# Three-quarter shot noise of the forward recombination current

*A seminar talk, with the questions asked*

A silicon switching diode is doped with gold to shorten its lifetime, and at moderate forward bias much of its current recombines at gold centres in the depletion layer. If recombination were a Poisson stream, the low-frequency noise would be $2qI$. For a single deep level in a uniform field it is $\tfrac34\,2qI$, a result associated with Lauritzen (1968). I shall obtain it from one centre with two states and one integral, and then see how much of it survives in a gold diode.

The conventions are these. $S_I$ is the one-sided spectrum at fixed voltage $V$. If $N(t)$ charges $q$ pass in a long time $t$, then $I=q\langle N\rangle/t$ and $S_I(0)=2q^2\,\mathrm{Var}N/t$. The Fano factor is $F=S_I/2qI$, and $v=qV/2kT$.

## One centre, two states

The centre is empty or full. It fills by electron capture at rate $a=c_n n$ or hole emission at rate $e_p$. It empties by hole capture at rate $b=c_p p$ or electron emission at rate $e_n$. Detailed balance gives $e_n=c_nn_1$, $e_p=c_pp_1$ and $n_1p_1=n_i^2$, with level degeneracies absorbed in the level energy $E_t$.

First drop emission. A cycle is an exponential wait of mean $1/a$ followed by one of mean $1/b$. The cycle time has mean $1/a+1/b$ and variance $1/a^2+1/b^2$. For a renewal process the rate is the inverse mean, and the Fano factor is the variance over the squared mean:

$$r=\frac{ab}{a+b},\qquad F_{\rm loc}=\frac{a^2+b^2}{(a+b)^2}=1-\frac{2ab}{(a+b)^2}.$$

A full centre cannot take a second electron, and this dead time spaces the events. If one step is much slower than the other, $F_{\rm loc}=1$. If they are equal, $F_{\rm loc}=\tfrac12$.

To keep emission, attach $e^{\chi}$ to each electron capture and $e^{-\chi}$ to each electron emission. In the basis (empty, full) the rate matrix is

$$M(\chi)=\begin{pmatrix}-(a+e_p) & b+e_ne^{-\chi}\\ ae^{\chi}+e_p & -(b+e_n)\end{pmatrix}.$$

At long times $\langle e^{\chi N}\rangle\propto e^{\lambda(\chi)t}$, where $\lambda$ is the larger eigenvalue. With $\Sigma=a+b+e_n+e_p$,

$$\lambda=-\frac{\Sigma}{2}+\sqrt{\frac{\Sigma^2}{4}+ab\,(e^{\chi}-1)+e_ne_p\,(e^{-\chi}-1)} .$$

Two derivatives at $\chi=0$ give the growth rates of mean and variance:

$$\lambda'=\frac{ab-e_ne_p}{\Sigma},\qquad \lambda''=\frac{ab+e_ne_p}{\Sigma}-\frac{2(ab-e_ne_p)^2}{\Sigma^3}.$$

The first is the Shockley–Read–Hall rate. At $V=0$ we have $ab=e_ne_p$, and $2q^2\lambda''$ equals the thermal noise $4kTG$ with $G=q\,d\lambda'/dV$.

## The profile and the three quarters

Flat quasi-Fermi levels mean $np=n_i^2e^{2v}$ throughout the layer, so the product $ab$ is the same everywhere. Write

$$a=\Gamma e^{u},\qquad b=\Gamma e^{-u},\qquad \Gamma=\sqrt{c_nc_p}\;n_ie^{v}.$$

Since $n\propto e^{q\psi/kT}$, a uniform field $E$ makes $u$ linear in the position $s$: $u=(s-s_0)/\ell$ with $\ell=kT/qE$. Without emission,

$$r=\frac{\Gamma}{2\cosh u},\qquad F_{\rm loc}=1-\frac{1}{2\cosh^2u}.$$

Independent centres add means and variances, so $F$ is the average of $F_{\rm loc}$ with weight $r$. Put $t=\sinh u$. Then $\mathrm{sech}\,u\,du=dt/(1+t^2)$ integrates to $\pi$, and $\mathrm{sech}^3u\,du=dt/(1+t^2)^2$ integrates to $\pi/2$. For a density $N_T$ and area $\mathcal A$,

$$I=\frac{\pi}{2}\,q\mathcal A N_T\Gamma\ell,\qquad F=1-\frac12\,\frac{\pi/2}{\pi}=\frac34,\qquad S_I=\frac34\,2qI .$$

Neither $E$, $N_T$ nor the capture coefficients enter $F$. Unequal coefficients only move $s_0$, towards the n side by $u_0=\tfrac12\ln(c_p/c_n)$ in units of $\ell$.

> **Question.** You counted electron captures. The ammeter sees induced currents. Why is that the same?

By Ramo's theorem the electron capture delivers a fraction $\mu$ of $q$ to the circuit, set by where the centre sits, and the hole capture delivers $1-\mu$. The two counts never differ by more than one, so over long times $\mu$ drops out. At angular frequency $\omega$, without emission, the same matrix gives

$$F_{\rm loc}(\omega)=1-\frac{2ab+2\mu(1-\mu)\,\omega^2}{(a+b)^2+\omega^2}.$$

"Low frequency" therefore means $\omega\ll a+b$, whose smallest value is $2\Gamma$. The corner is $f_c=\Gamma/\pi$.

> **Question.** How large must $qV/kT$ be?

The two-state model answers exactly. Let $x=e^{-v}$. In units of $\Gamma$ we have $ab=1$, $e_ne_p=x^2$ and $\Sigma=2(\cosh u+y)$, where $y=x\cosh\delta$ and $\delta=(E_t-E_i)/kT-u_0$. Define $J_m=\int du\,(\cosh u+y)^{-m}$ over the whole line. For $y<1$, $J_1=2\arccos y/\sqrt{1-y^2}$, and $J_3=\tfrac12\,d^2J_1/dy^2$. Integrating $\lambda'$ and $\lambda''$ gives

$$F_{\rm rec}=\frac{1+x^2}{1-x^2}-\frac{(1-x^2)\,J_3}{2J_1}.$$

For a midgap level with $c_n=c_p$, $y=x$, and this reduces to

$$F_{\rm rec}=\frac34+\frac{3x}{4\arccos x\,\sqrt{1-x^2}}+\frac{5x^2}{4(1-x^2)} .$$

The leading correction is $3x/2\pi$, or $3y/2\pi$ in general. It decays as $e^{-qV/2kT}$, half as fast in the exponent as a Boltzmann factor in $qV$. The true condition is $y\ll1$: at the peak, capture must outrun emission. An exactly midgap level is not required.

## Numbers

Take a p$^+$n diode at 300 K, where $kT/q=25.85$ mV. The static dielectric constant is 11.7 (compiled value, Ioffe Institute), and $\varepsilon=11.7\,\varepsilon_0$. Approximate inputs are $n_i=1.0\times10^{16}$ m$^{-3}$ and a hole diffusivity $D_p=1.0\times10^{-3}$ m$^2$/s. Illustrative inputs are $N_D=10^{22}$ m$^{-3}$, $N_T=10^{21}$ m$^{-3}$, $\mathcal A=10^{-8}$ m$^2$ and an idealised midgap centre with $c_n=c_p=c=10^{-13}$ m$^3$/s. Then $\tau=1/cN_T=10$ ns and $L_p=\sqrt{D_p\tau}=3.2$ µm.

At the neutral n edge $u$ equals $U=\ln(N_D/n_i)-v$. In the depletion approximation, with the gold charge ignored, the field at the peak is $E_0=\sqrt{2N_DkTU/\varepsilon}$. The recombination current density with emission is

$$J_{\rm rec}=\frac{qn_ie^{v}\ell}{\tau}\arccos x\,\sqrt{1-x^2}.$$

At $V=0.25$ V one finds $U=8.98$, $E_0=2.7\times10^{6}$ V/m, $\ell=9.6$ nm, $\Gamma=1.26\times10^{5}$ s$^{-1}$ and $f_c=40$ kHz. The model's current density is 0.30 A/m$^2$, or 3.0 nA. Its noise is $7\times10^{-28}$ A$^2$/Hz, against $2qI=1.0\times10^{-27}$ A$^2$/Hz.

> **Question.** The terminals also carry diffusion current. Doesn't that hide the effect?

It bounds it from the high-bias side. The ideal long-base hole current is $J_{\rm d}=(qn_i^2L_p/N_D\tau)(e^{2v}-1)$. Its forward and backward fluxes are Poissonian at low frequency, so $F_{\rm d}=(1+x^2)/(1-x^2)$. The ratio of currents and the total Fano factor are

$$\rho=\frac{J_{\rm d}}{J_{\rm rec}}=\frac{e^{-U}L_p\sqrt{1-x^2}}{\ell\arccos x},\qquad F_{\rm tot}=\frac{F_{\rm rec}+\rho F_{\rm d}}{1+\rho}.$$

| $V$ (V) | $x$ | $F_{\rm rec}$ | $U$ | $\rho$ | $F_{\rm tot}$ |
|---|---|---|---|---|---|
| 0.15 | 0.0550 | 0.781 | 10.91 | 0.004 | 0.78 |
| 0.20 | 0.0209 | 0.761 | 9.95 | 0.011 | 0.76 |
| 0.25 | 0.0079 | 0.754 | 8.98 | 0.026 | 0.76 |
| 0.30 | 0.0030 | 0.751 | 8.01 | 0.065 | 0.77 |
| 0.35 | 0.0011 | 0.751 | 7.05 | 0.161 | 0.79 |

$F_{\rm rec}$ approaches $\tfrac34$ from above, while $F_{\rm tot}$ has a shallow minimum of 0.76 between emission at low bias and diffusion at high bias.

> **Question.** The field in an abrupt junction is not uniform.

On the n side $E(u)=E_0\sqrt{1-u/U}$, so each $du$ carries the weight $(1-u/U)^{-1/2}=1+u/2U+\epsilon u^2+\dots$ with $\epsilon=3/8U^2$. The odd term cancels against the even profiles. The mean of $u^2$ is $\pi^2/4$ with weight $\mathrm{sech}\,u$ and $\pi^2/4-2$ with weight $\mathrm{sech}^3u$. Hence

$$F=1-\frac14\,\frac{1+\epsilon(\pi^2/4-2)}{1+\epsilon\pi^2/4}\approx\frac34+\frac{3}{16U^2}.$$

At 0.25 V the shift is 0.002.

> **Question.** And independence? A trapped charge changes the field at its neighbours.

One flip changes the laterally averaged field by at most $q/\varepsilon\mathcal A$, and so the current by a fraction of order $q/\varepsilon\mathcal AE_0$, for a time of order $1/\Gamma$. The extra charge passed, in units of $q$, is of order $I/\varepsilon\mathcal AE_0\Gamma$. With $I\sim q\mathcal AN_T\Gamma\ell$ this is $\eta=N_TkT/\varepsilon E_0^2=N_T/2N_DU$, which is 0.006 at 0.25 V. That is an order of magnitude only. It is small beside the suppression of $\tfrac14$, but it is the reason $F_{\rm tot}$ carries two figures.

## Gold as it is

> **Question.** Gold has two levels, and its capture coefficients are far from equal. What is left?

This is the largest correction. Gold has an acceptor level ($0/-$) approximately 0.55 eV below the conduction band and a donor level ($+/0$) approximately 0.35 eV above the valence band. With the gap of 1.12 eV (compiled value, Wing 2021) and $E_i$ placed at midgap, 0.56 eV, the acceptor is close enough to be set at $E_i$, and the donor lies 0.21 eV below. Published capture coefficients scatter widely, with capture by an attractive charged state typically the faster. As illustrative inputs of that pattern, in units of $10^{-13}$ m$^3$/s, take $c_n^0=0.02$, $c_p^-=1$, $c_p^0=0.2$ and $c_n^+=0.6$, the superscript being the charge state before capture.

Consider the acceptor alone at 0.25 V. The ratio of 50 gives $u_0=1.96$. The capture limit stays at $\tfrac34$, and emission adds about 0.01 through $y=x\cosh u_0$. The hole lifetime is unchanged, but $\Gamma$ falls by $\sqrt{50}$ and the peak sits at $U-u_0$ from the edge, so $\rho$ rises from 0.026 to 0.17.

Now add the donor, which makes three states. The rates are $A=c_n^0n$ for $0\to-$, $B=c_p^-p$ for $-\to0$, $A'=c_p^0p$ for $0\to+$, and $B'=c_n^+n+c_p^0p_1'$ for $+\to0$, with $p_1'$ the value of $p_1$ for the donor level. Only hole emission from the donor is kept. Count electron captures, set $g=e^{\chi}-1$, $G_1=AB$ and $G_2=A'c_n^+n$. Eliminating the charged states from the eigenvalue problem gives

$$\lambda+A+A'=\frac{AB+G_1g}{\lambda+B}+\frac{A'B'+G_2g}{\lambda+B'} .$$

Expand $\lambda=l_1g+l_2g^2$, so that $\lambda'=l_1$ and $\lambda''=l_1+2l_2$. With $D=1+A/B+A'/B'$,

$$l_1D=\frac{G_1}{B}+\frac{G_2}{B'},\qquad l_2D=l_1^2\left(\frac{A}{B^2}+\frac{A'}{B'^2}\right)-l_1\left(\frac{G_1}{B^2}+\frac{G_2}{B'^2}\right).$$

One case closes. Drop all emission and take $c_n^0=c_p^0$ and $c_p^-=c_n^+=kc_n^0$. Write $n=n_ie^{v+u}$ and $t=2\sinh u$, with $Q=t^2+k+2$. Then $l_1\,du\propto dt/Q$ and $l_2\,du\propto[(1-k)Q+(k-2)(k+1)]\,dt/Q^3$ with the same constant, and

$$F=\frac34\left[1+\frac{2-k}{(k+2)^2}\right].$$

This is $\tfrac56=0.83$ at $k=1$ and has its minimum $\tfrac{45}{64}=0.70$ at $k=6$. It returns to $\tfrac34$ for large $k$, when the two levels give two separate sech peaks.

At 0.25 V donor emission is strong: $p_1'/n_ie^{v}=27$. The donor then adds a low, broad shelf of almost Poissonian recombination on the p side of the acceptor peak. Integrating $l_1$ and $l_2$ numerically over $u$ in a uniform field, with the illustrative coefficients, raises the recombination current by a factor of 1.45 and gives $F_{\rm rec}=0.82$. Dividing $\rho=0.17$ by 1.45 and mixing in the diffusion current gives the model's $F_{\rm tot}=0.84$. Acceptor emission pushes this up and the stronger field under the shelf pushes it down, so the second figure is uncertain by a unit or two.

> **Question.** Is this a real diode?

It is a model with assumed doping, area and coefficients. Commercial gold-doped switching diodes typically pass some tenths of a microampere at 0.25 V, about two orders of magnitude above the model's 3.0 nA, so the absolute current and noise given here are too low by that much for such a part. $F$ is a ratio and does not depend on the area. It does rest on $N_T\ll N_D$, and in a base strongly compensated by gold $\eta$ need not be small. The value $\tfrac34$ is exact for independent single-level centres in a uniform field once capture outruns emission. Emission, field curvature, diffusion current and the donor shelf each add events that are closer to Poissonian, and in this model they lift the terminal value to 0.76 for the idealised centre and to about 0.84 for the two-level one.